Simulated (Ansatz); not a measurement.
SiH2Cl2 (dichlorosilane (DCS)): the energy, rung by rung

SiH2Cl2: 5 atoms, total charge 0, spin state singlet. SMILES: `Cl[SiH2]Cl`. The shape is that of a PBE0-D4/def2-TZVP optimisation. The run starts from this shape.

Each level gives the adiabatic ionisation energy (to the doublet cation, no zero-point term) (eV). The values are calculated.

```json
{"level": "HF/STO-3G", "kind": "Hartree–Fock", "program": "Ansatz", "value (eV)": "9.09", "CPU time (all runs)": "7.3 s"}
{"level": "HF/3-21G", "kind": "Hartree–Fock", "program": "Ansatz", "value (eV)": "10.42", "CPU time (all runs)": "14 s"}
{"level": "HF/6-31G* (Cartesian functions)", "kind": "Hartree–Fock", "program": "Ansatz", "value (eV)": "10.66", "CPU time (all runs)": "20 s"}
{"level": "PBE/def2-SVP", "kind": "GGA", "program": "Ansatz", "value (eV)": "10.66", "CPU time (all runs)": "47 s"}
{"level": "B3LYP/6-31G* (Cartesian functions)", "kind": "global hybrid", "program": "Ansatz", "value (eV)": "11.23", "CPU time (all runs)": "41 s"}
{"level": "MP2/6-31G* (Cartesian functions)", "kind": "perturbation theory", "program": "Ansatz", "value (eV)": "11.37", "CPU time (all runs)": "39 s"}
```

The values span 9.09 to 11.37 eV. Without the sets that lack polarisation functions the rows with a basis span only 10.66 to 11.37 eV. CPU times are rough (shared hosts, several kinds of processor): they show what a rung costs within a factor of a few.

The ionisation energy rises with both basis flexibility and electron correlation. Ionisation of dichlorosilane removes an electron mainly from chlorine 3p lone-pair combinations. A minimal basis cannot adjust the radial extent of these orbitals to the change in charge, and the low 9.09 eV suggests that it penalises the neutral molecule more than the cation. Most of this deficit is already gone with the split-valence 3-21G set.

In the common 6-31G* basis, MP2 raises the Hartree–Fock value from 10.66 to 11.37 eV. The neutral molecule has one more electron and a pair that ionisation breaks, so it gains more correlation energy than the cation. B3LYP recovers much of the same shift. PBE matches the Hartree–Fock value of 10.66 eV, but this is probably coincidental, since a semilocal functional can overstabilise a hole shared between two chlorines. The closeness of B3LYP and MP2 does not establish convergence, because correlation of the lone pairs also calls for higher angular functions than this basis contains.
